# Why an sd² centre opens beyond 90°: the cube-root correction in ZrH₃⁺

Early transition metals such as zirconium, hafnium and tungsten bond largely through their valence $s$ and $d$ orbitals, and the shapes of their low-coordinate fragments are often read from "natural" hybrid angles. The rule gives 90° for three bonds. It rests on the assumption that nothing but the orthogonality of the hybrids positions the ligands. For three bonds this assumption is unusually fragile, and the singlet cation ZrH₃⁺ shows by how much. Energies are in eV, lengths in Å, charges in units of $e$, and $c=\cos\theta$ with $\theta$ the H–Zr–H angle.

## The natural angles

Let $s$ be the normalised valence $s$ orbital and $d_i$ a normalised $d_{z^2}$ orbital turned so that its axis lies along the unit vector $\mathbf n_i$. An axial hybrid is

$$\phi_i=\frac{s+\sqrt{\mu}\,d_i}{\sqrt{1+\mu}} .$$

The $s$–$d$ overlap vanishes by angular symmetry, whatever the radial functions are. The angular part of $d_i$ is proportional to the Legendre polynomial $P_2$ of the angle from $\mathbf n_i$, and the addition theorem for spherical harmonics gives $\langle d_i|d_j\rangle=P_2(c)=(3c^2-1)/2$. Hence

$$S\equiv\langle\phi_i|\phi_j\rangle=\frac{1+\mu P_2(c)}{1+\mu},\qquad S=0\;\Leftrightarrow\;c^2=\frac{\mu-2}{3\mu}. \tag{1}$$

If $n$ equivalent orthonormal hybrids share the $s$ orbital completely, each has $s$ weight $1/n$, so $\mu=n-1$. Equation (1) then gives 90° for sd², 70.5° and 109.5° for sd³, and 63.4° and 116.6° for sd⁵. The angles come in pairs $\theta$ and $180^\circ-\theta$ because $s$ and $d$ are even under inversion. Since $P_2\ge-1/2$, no axial solution exists for $\mu<2$.

ZrH₃⁺ has six valence electrons: four from Zr, three from H, less one for the charge. They fill three Zr–H bonds and leave no lone pair, so the count gives sd². Three perpendicular axes with one H on each form a trigonal pyramid, the corner of a cube.

## Where the assumption enters

Equation (1) is a statement about functions on one atom. It becomes a statement about a molecule in the last step, where the angle between the hybrid axes is declared to be the bond angle. That step assumes that the metal–ligand bonding energy is lowest at $S=0$ and that no other force acts on the angle. The first half holds in a simple model, as shown below. The second half fails for any polar bond, because the ligands carry like charges and repel.

How far a force moves the angle depends on the stiffness, and here sd² is special. For $\mu=2$, equation (1) reduces to

$$S=c^2 . \tag{2}$$

The root at 90° is a double root, the point where the two branches $\pm c$ merge. The overlap has no term linear in the bend.

## The energy cost of bending

Take a Hückel-type model with an orthogonal basis and σ interactions only. The three H 1s levels lie at zero, and the six Zr $s$ and $d$ levels lie together at $\Delta>0$, which includes the electrostatic potentials of the 90° structure. Ligand $i$ couples to $s$ with strength $\beta_s$ and to $d_i$ with strength $\beta_d$, and by symmetry to no $d$ function orthogonal to $d_i$. It therefore couples with strength $\beta=(\beta_s^2+\beta_d^2)^{1/2}$ to the single function $\phi_i$ with $\mu$ replaced by $\rho=\beta_d^2/\beta_s^2$. The model matched to the sd² rule has $\rho=2$, and $\rho$ is varied later.

The overlap matrix of the three $\phi_i$ has 1 on the diagonal and $S$ elsewhere. Its eigenvalues are $1+2S$ for the symmetric ($a_1$) combination and $1-S$ twice for the $e$ pair. Each ligand combination couples to one normalised metal combination with squared strength $\beta^2$ times the eigenvalue. The problem splits into three two-level blocks and three uncoupled empty metal orbitals. With two electrons in each lower level,

$$E_b(S)=3\Delta-2\sqrt{W^2+2\beta^2S}-4\sqrt{W^2-\beta^2S},\qquad W^2=\tfrac14\Delta^2+\beta^2 . \tag{3}$$

Write each root as $W\sqrt{1+u_k}$ with $u_k=\beta^2x_k/W^2$ and $x_k=2S,-S,-S$, and use $\sqrt{1+u}=1+u/2-u^2/8+u^3/16-\dots$ The sums are $\sum x_k=0$, $\sum x_k^2=6S^2$ and $\sum x_k^3=6S^3$. The linear term cancels, which leaves

$$E_b(S)-E_b(0)=\frac{3\beta^4}{2W^3}S^2-\frac{3\beta^6}{4W^5}S^3+\dots$$

So $S=0$ is indeed the minimum of the bonding energy. The prefactors can be tied to a population analysis. At $S=0$ the lower level of each block has weight $(1+\alpha)/2$ on hydrogen, with the polarity $\alpha=\Delta/2W$. Two electrons give H a population $1+\alpha$, so each H carries $-\alpha$ and Zr carries $1+3\alpha$. From the definitions, $W=\beta/\sqrt{1-\alpha^2}$. With equation (2),

$$E_b-E_b(0)=Kc^4-\tfrac12(1-\alpha^2)Kc^6+\dots,\qquad K=\tfrac32\,\beta\,(1-\alpha^2)^{3/2}. \tag{4}$$

The well is quartic. There is no harmonic restoring force about 90°.

## What the hybrids do meanwhile

The metal functions used in the bent molecule are still orthonormal. The set closest to the $\phi_i$ is the Löwdin set, obtained with the inverse square root of the overlap matrix:

$$h_1=a\,\phi_1+b\,(\phi_2+\phi_3),\quad a=\tfrac13\Big[\tfrac{1}{\sqrt{1+2S}}+\tfrac{2}{\sqrt{1-S}}\Big],\quad b=\tfrac13\Big[\tfrac{1}{\sqrt{1+2S}}-\tfrac{1}{\sqrt{1-S}}\Big].$$

The $s$ coefficient of $h_1$ is $(a+2b)/\sqrt3$, so its $s$ weight is $1/[3(1+2S)]$, and its $d$-to-$s$ ratio is $\mu_{\rm eff}=2+6c^2$. Solving equation (1) for $\mu$ gives $2/(1-3c^2)$, which is the same to order $c^2$. The part of $d_2+d_3$ orthogonal to $d_1$ has squared norm $2+2P_2-4P_2^2=6c^2(1-P_2)$. Multiplied by $\tfrac23b^2$, with $b\approx-c^2/2$ and $P_2\approx-1/2$, it gives a non-axial weight of $\tfrac32c^6$ at leading order. The hybrids thus stay almost axial and keep orthogonal by releasing a little $s$ character to the empty orbitals. This is cheap: the overlap of $h_1$ with $\phi_1$ is $[\sqrt{1+2S}+2\sqrt{1-S}]/3=1-S^2/4+\dots$

## The first correction

Now let the hydrogens repel as point charges $-\alpha$, held at their 90° value, at fixed bond length $R$. The H···H distance is $r=R\sqrt{2(1-c)}$, the Zr–H attraction does not depend on the angle, and the three pairs give

$$V(c)=\frac{V_0}{\sqrt{1-c}},\qquad V_0=\frac{3\alpha^2k}{\sqrt2R},\qquad k=\frac{e^2}{4\pi\varepsilon_0}=14.40\ \text{eV Å}. \tag{5}$$

Its slope is $g(1-c)^{-3/2}$ with $g=V_0/2$. Setting the derivative of $E_b+V$ to zero gives

$$4Kc^3-3(1-\alpha^2)Kc^5+\dots=-g\,(1-c)^{-3/2}.$$

At leading order $4Kc^3=-g$. Define

$$\eta=\Big(\frac{g}{4K}\Big)^{1/3}=\left[\frac{\alpha^2k}{4\sqrt2\,R\,\beta\,(1-\alpha^2)^{3/2}}\right]^{1/3}. \tag{6}$$

For the next order, take the cube root of $c^3=-\eta^3(1-c)^{-3/2}$, which is $c=-\eta(1-c)^{-1/2}\approx-\eta(1+c/2)$, and insert $c\approx-\eta$ on the right. The $c^5$ term first contributes at order $\eta^3$. The result is

$$\cos\theta=-\eta+\tfrac12\eta^2+O(\eta^3),\qquad \theta\approx90^\circ+\arcsin\eta\ \text{ at leading order}. \tag{7}$$

The angle opens, and it does so as the cube root of the perturbation. Halving the repulsion reduces $\eta$ by only 21 per cent. A small force has a disproportionate effect, and a poorly known force still gives a fairly well defined angle.

A simple root behaves differently. For three ligands with $\rho=3$, $S=(9c^2-1)/8$ has slope $-3/4$ at $c=-1/3$, so the well is $\tfrac{9}{16}K\,\delta c^2$, and a repulsion of slope $V'$ gives the ordinary linear response $\delta c=-8V'/9K$.

## Size for ZrH₃⁺

The inputs are all assumed, and none is fitted to an angle: $R=1.8$ Å, $\alpha=0.3$ and $\beta=6$ eV, the last being of the order that typical tight-binding scaling rules give for such a bond. They imply $W=6.29$ eV, $\Delta=3.77$ eV, a Zr charge of $+1.9$, $K=7.81$ eV, $V_0=1.53$ eV and $g=0.764$ eV. The two energies, relative to 90° and in eV, are:

| $\theta$ | $Kc^4$ | $E_b$, eq. (3) | $V$, eq. (5) |
|---|---|---|---|
| 100° | 0.007 | 0.007 | −0.118 |
| 110° | 0.107 | 0.102 | −0.209 |
| 120° | 0.488 | 0.452 | −0.280 |

The first ten degrees cost 0.007 eV of bonding energy, well below $k_BT=0.026$ eV at 300 K. The planar structure, at 120°, is the geometric limit for three equal angles.

Equation (6) gives $\eta=0.290$. To compare orders within the model, tenths of a degree are kept here. The leading term gives 106.9°, the second-order form gives $c=-0.248$ or 104.4°, and the exact minimum of equations (3) and (5) lies at $c=-0.262$ or 105.2°. The two truncations bracket the minimum. There the bend costs 0.036 eV of bonding energy and recovers 0.168 eV of repulsion. The height of Zr above the H₃ plane, $R\sqrt{(1+2c)/3}$, falls from 1.04 Å to 0.72 Å. The hybrids have $\mu_{\rm eff}=2.41$, together they use 0.88 of the $s$ orbital, and their non-axial weight is 0.0004. For contrast, the simple root at $\rho=3$ with the same inputs has $V'=0.496$ eV and $\delta c=-0.056$, a linear shift of 3.4°.

Changing the assumed inputs shows how weakly the cube root passes them on:

| $\beta$ (eV) | $\alpha$ | $K$ (eV) | $g$ (eV) | leading term | exact minimum |
|---|---|---|---|---|---|
| 6 | 0.2 | 8.47 | 0.339 | 102° | 101° |
| 6 | 0.3 | 7.81 | 0.764 | 107° | 105° |
| 6 | 0.4 | 6.93 | 1.358 | 111° | 109° |
| 4 | 0.3 | 5.21 | 0.764 | 109° | 107° |

Polarity acts twice, since it raises $g$ and lowers $K$. The pyramid survives as long as the slope of $E_b+V$ at $c=-1/2$ is negative. There $S=1/4$ and $dS/dc=-1$, so with $q=\alpha^2/(1-\alpha^2)$ the condition is

$$2\beta\Big[(q+\tfrac34)^{-1/2}-(q+\tfrac32)^{-1/2}\Big]>g\,(3/2)^{-3/2}.$$

At the same $R$ and $\beta$ it fails beyond $\alpha=0.64$, where the model turns planar.

## Terms that compete with the correction

A quartic well responds to every small term, so the other simplifications need sizes. Each is switched on alone, with $\Delta$, $\beta$ and $V$ as above.

**Coupling ratio.** For general $\rho$, equation (1) reads $S=[(2-\rho)+3\rho c^2]/[2(1+\rho)]$, to be used in equation (3). For $\rho<2$ the overlap cannot vanish, and the cross term in $KS^2$ supplies a harmonic well at 90°. For $\rho>2$ the bonding minimum itself moves: $\rho=2.5$ gives $c^2=1/15$, or 105° on the obtuse branch, before any repulsion acts. The range 1.5 to 2.5 is assumed.

**Zr 5p admixture.** A coupling $\beta_p$ adds $\beta_p^2c$ to the numerator $\beta_s^2+\beta_d^2P_2$ of $S$, because two $p$ orbitals along the bonds overlap as $c$. An assumed effective $p$ weight of 5 per cent at $\rho=2$, with the higher energy of the $p$ shell absorbed in that weight, gives $S=0.05c+0.95c^2$.

**Direct H···H overlap and hopping.** For two hydrogen 1s orbitals at distance $x=r/a_0$, with $a_0$ the Bohr radius, the overlap is $\sigma=e^{-x}(1+x+x^2/3)$. In the minimal-basis treatment of H₂⁺, the off-diagonal element measured from the diagonal one is $-t$, with $t=(2x/3-1/x)e^{-x}$ hartree up to terms in $e^{-3x}$. These forms are assumed to carry over. At 90°, $r=2.55$ Å, $x=4.81$, $\sigma=0.11$ and $t=0.66$ eV. With $m=2$ for $a_1$ and $m=-1$ for each $e$ block, the ligand level becomes $\varepsilon_m=-mt/(1+m\sigma)$ and the squared coupling becomes $\beta^2(1+mS)/(1+m\sigma)$. Each block then contributes $\Delta+\varepsilon_m-2\sqrt{(\Delta-\varepsilon_m)^2/4+\beta^2(1+mS)/(1+m\sigma)}$. Zr–H overlap is still neglected, so this is an estimate of size only.

**Charge relaxation.** Opening the angle changes the potential energy of an electron on H by $\delta\varepsilon=2\alpha k(1/r-1/r_0)$, with $r_0$ the distance at 90°. The second derivative of a block energy with respect to its ligand level is $-\beta^2/2W^3$, so three blocks add $-\tfrac34\beta^2\delta\varepsilon^2/W^3$. At 105.2°, $\delta\varepsilon=-0.37$ eV and the term is $-0.015$ eV. On-site repulsion, left out here, would reduce it.

| Variant | Minimum |
|---|---|
| Reference, $\rho=2$ | 105° |
| $\rho=1.5$ | 100° |
| $\rho=2.5$ | 109° |
| 5 per cent $p$ | 107° |
| H···H overlap and hopping | 101° |
| Charge relaxation | 106° |

The coupling ratio and the short-range H···H terms each shift the angle by four to five degrees, about a third of the correction. A splitting between the Zr $s$ and $d$ levels acts in the same manner as a change of $\rho$. At 90° the three $d_i$ sum to zero, so the $a_1$ metal function is pure $s$ and the $e$ functions are pure $d$, and anything that makes the two kinds of block unequal restores a term in $c^2$. Strict cube-root behaviour therefore belongs to the matched case, and it describes the nearby cases only while the $c^2$ term is small beside $Kc^4$ at the minimum.

## Reading the result

The model's correction for ZrH₃⁺ is an opening of about 15°, from 90° to about 105°, and the variants above spread it between 10° and 19°. This number is the model's, since it rests on the assumed $R$, $\alpha$ and $\beta$. As typical knowledge, quantum-chemical calculations describe the ion as a pyramid with angles between 90° and 120°. That interval is too wide to test the figure, but it shows no large miss.

For work on Zr, Hf or W precursors and surface fragments, the lesson concerns which parts of the rule to trust. The shape class, pyramidal instead of planar, is protected by the steep rise of $E_b$ towards 120° as long as the bonds are fairly covalent σ bonds. The value 90° is the centre of a flat well, so a force field for such a site should not place a stiff harmonic term there, and a computed angle of 100° to 110° is no evidence against sd² bonding. With strongly polar ligands such as fluoride or oxide, $g$ grows, $K$ shrinks and π donation, absent from this model, enters as well. Ligand repulsion then tends to decide the shape, as in the process gas WF₆, which is octahedral although its six σ bonds would count as sd⁵.